PbSe: where light is absorbed and where a fast electron loses energy

Question for this page: PbSe absorbs light most strongly near 2.3 eV in this calculation, yet a fast electron crossing the crystal loses energy most readily near 15 eV. Why are the two so far apart, and does the reason let us fill the gaps in the spectrum below? The loss function, L, measures how readily the crystal takes up the energy given in the column loss energy. Four rows are left open.

Yambo 5.3.0, linear response in the optical limit with a long-range corrected (LRC) kernel, α = −0.1, on Quantum ESPRESSO PBE states of PbSe (Fm-3m) without spin-orbit coupling. PseudoDojo 0.4.1 SR standard potentials, wave cutoff 1170 eV, 12×12×12 k-mesh, 35 bands. The field is along z, the broadening is 0.3 eV, and the loss function is dimensionless.

```
row  loss function  loss energy (eV)
  1          0.009             0.000
  2          0.013             1.055
  3          0.022             1.960
  4          0.046             3.015
  5          0.078             4.070
  6              ?                 ?
  7          0.254             6.030
  8          0.344             7.085
  9          0.356             8.141
 10              ?                 ?
 11          0.583            10.100
 12          0.745            11.160
 13          0.962            12.210
 14          1.206            13.270
 15          1.767            14.170
 16          1.860            15.230
 17              ?                 ?
 18          0.664            17.340
 19          0.593            18.240
 20          0.778            19.300
 21          0.817            20.350
 22          0.762            21.410
 23          0.873            22.310
 24          0.897            23.370
 25              ?                 ?
 26          0.535            25.480
 27          0.543            26.380
 28          0.590            27.440
 29          0.485            28.490
 30          0.351            29.550
```

The known values rise up to row 16, with a shoulder at rows 8 and 9. They then drop to a minimum at row 19 and form a second, lower hump, with a slight dip at row 22 and a fall after row 24. A weak rise follows at row 28. The true maximum is not in the table: the same run puts it at 14.62 eV, between rows 15 and 16. The small loss at zero energy comes from the broadening of the spectrum, since a crystal with a gap has no loss there.

Why strong absorption can mean little loss

Both spectra come from one quantity, the dielectric function ε = ε1 + iε2. Its imaginary part ε2 describes the absorption of light, and the absorption peak on this page is the peak of ε2. A passing electron, however, acts through a field that the crystal screens, and this turns the loss into

L = Im(−1/ε) = ε2 / (ε1² + ε2²).

Two ceilings follow at once: L can exceed neither 1/ε2 nor 1/|ε|. Where absorption is very strong, the crystal screens the electron's field so well that little energy is lost. A large loss needs a small |ε|.

The numbers bear this out at both ends. At the absorption peak ε2 is about 34.5, so L can't exceed 0.029, and interpolation between rows 3 and 4 gives 0.027. The loss there is low because absorption is at its strongest: so large an ε2 caps it. At row 16 the ceiling works the other way: so large a loss requires |ε| to be at most 0.54, about half the value of empty space.

A small |ε| is the mark of a plasmon, a joint oscillation of the valence electrons. When ε nearly vanishes, a weak push from outside produces a large field inside, and the electrons swing together. The run's own dielectric function supports assigning the main peak to such an oscillation: ε1 crosses zero near 14.3 eV, just below the loss peak, and ε2 is only about 0.5 there.

Predictions for the open rows

Near a plasmon at energy E0, the simplest assumption is that ε2 stays constant while ε1 passes through zero along a straight line of slope s. Then

1/L = ε2 + (s²/ε2)(E − E0)².

The inverse loss is a straight line in the squared distance from the peak. This form suits row 17, on the falling side of the main peak. The reported peak position gives E0, and rows 16 and 18 fix the line. With a constant ε2 the peak would sit exactly where ε1 crosses zero; in the run the two are about 0.3 eV apart, so the form is only approximate.

Worked through, the squared distances from the peak are 0.37 eV² for row 16 and 7.38 eV² for row 18. Row 17 is placed midway between them in energy, which gives 2.76 eV². The inverse losses of the two neighbours are 1/1.860 = 0.538 and 1/0.664 = 1.506, so

1/L = 0.538 + (1.506 − 0.538) × (2.76 − 0.37)/(7.38 − 0.37) = 0.868, or L = 1.15.

The other three rows lie away from the peak, where this form has no claim. For them the prediction is the geometric mean of the two neighbours, which assumes only that the loss changes smoothly by ratios. Tried on known rows with known neighbours, this rule misses by roughly a tenth. Twice that error, a factor of 1.23 up or down, sets all the ranges; for row 17 the width is borrowed, because the peak form had no such test.

Row 6, on the steep rise: 0.141 (0.114 to 0.173).
Row 10, between shoulder and main peak: 0.456 (0.37 to 0.56).
Row 17, falling from the main peak: 1.15 (0.94 to 1.42).
Row 25, falling from the second hump: 0.69 (0.56 to 0.85).

The withheld rows as computed:

```
row  loss function  loss energy (eV)
  6          0.143             5.126
 10          0.464             9.196
 17          1.095            16.280
 25          0.680            24.420
```

What the computed values say

All four values fall inside their ranges. Rows 6, 10 and 25 are met to within 2% of the computed loss, much better than the rule managed on the known rows, so that accuracy should not be expected elsewhere. These three hits show that the spectrum runs smoothly through the gaps. They do not test the plasmon picture.

Row 17 bears on it only weakly, since any damped resonance would give a peak of this shape. It is also the largest miss: the prediction is 5% above the computed loss. The plain geometric mean, 1.11, would have come closer, so the peak form brought no gain here. The same curve continued to the low-energy side is 19% too low at row 13 and 12% too high at row 14. The main peak is therefore only roughly symmetric, and a constant ε2 with a straight ε1 is a first sketch of it.

Is it a free-electron plasmon?

The position of the peak invites a simple reading. Lead and selenium together bring ten outer s and p electrons per cell. If these were free, with density n, they would oscillate at the plasma energy

ħωp = ħ √(4πne²/m),

where e and m are the charge and mass of the electron, in Gaussian units. This gives 15.5 eV, about 6% above the computed peak. The formula also shows what sets the scale: the plasma energy grows with the square root of the electron density, whereas the absorption peak depends on the spacing of the bands.

The strength of the loss tells a less simple story. Adding up L times energy over the spectrum gives an effective number of electrons taking part. For nearly free electrons with little damping, almost all ten would be counted once the main peak is passed. Here the count is only about 3.8 at the minimum in row 19 and about 8.5 at the end of the table. The spacing of the rows makes these sums coarse, but not by enough to turn four into ten. The count at the end of the table is less secure. It may include some of the twenty d electrons that the run also holds, and with few empty bands it may lack transitions at high energy.

So the agreement in position is not proof of free electrons. The zero of ε1 near the peak speaks for a collective oscillation, but not for a free-electron one. The likely reading is that it shares its strength with transitions between bands, which broaden the peak and move part of the loss to higher energy. The position can still agree, because transitions at energies below the peak are expected to push it up, and those above it to pull it down. The printed output below gives the sums and the forecasts together.

For reading other loss spectra, the working rule is to look for energies where both parts of ε are small, and not for the strongest absorption. What remains open is the second hump, between rows 19 and 25. Excitations of the Pb 5d electrons may contribute, but that is a guess: the run leaves out spin-orbit coupling, which splits those levels and also alters the bands near the gap, and it includes only 20 empty bands, with no test of convergence. PBE also tends to place such d levels too close to the valence bands, so a hump that came from them would be expected to lie too low in energy. A breakdown of ε2 by pairs of bands, repeated with more empty bands, would help to decide it.

The analysis program printed:

```
Factor up and down that sets the forecast ranges (twice the rms log error): 1.23
Forecast loss function at withheld rows 6, 10, 17, 25: 0.1408, 0.4556, 1.152, 0.6927
Lower end of the forecast range: 0.1144, 0.3704, 0.9366, 0.5633
Upper end of the forecast range: 0.1731, 0.5603, 1.417, 0.852
Computed loss function at the withheld rows: 0.143, 0.464, 1.095, 0.68
Miss, forecast less computed, in percent of computed: -1.57, -1.816, 5.195, 1.874
Energies of the withheld rows in eV: 5.126, 9.196, 16.28, 24.42
Row 17 by the plain geometric mean, for comparison: 1.111
Peak form mirrored to rows 13, 14, 15, excess over computed in percent: -19.47, 12.12, 9.863
Upper bound on the size of the dielectric function at row 16: 0.5376
Ceiling of the loss at the absorption peak, one over 34.5337 from the outputs: 0.02896
Loss at the absorption peak 2.2613 eV, interpolated between rows 3 and 4: 0.02716
Free-electron plasma energy of 10 s and p electrons per cell in eV: 15.51
Free-electron plasma energy of all 30 valence electrons per cell in eV: 26.86
Electrons per cell in the loss sum rule up to row 19 (18.24 eV): 3.828
Electrons per cell in the loss sum rule up to row 30 (29.55 eV): 8.55
```
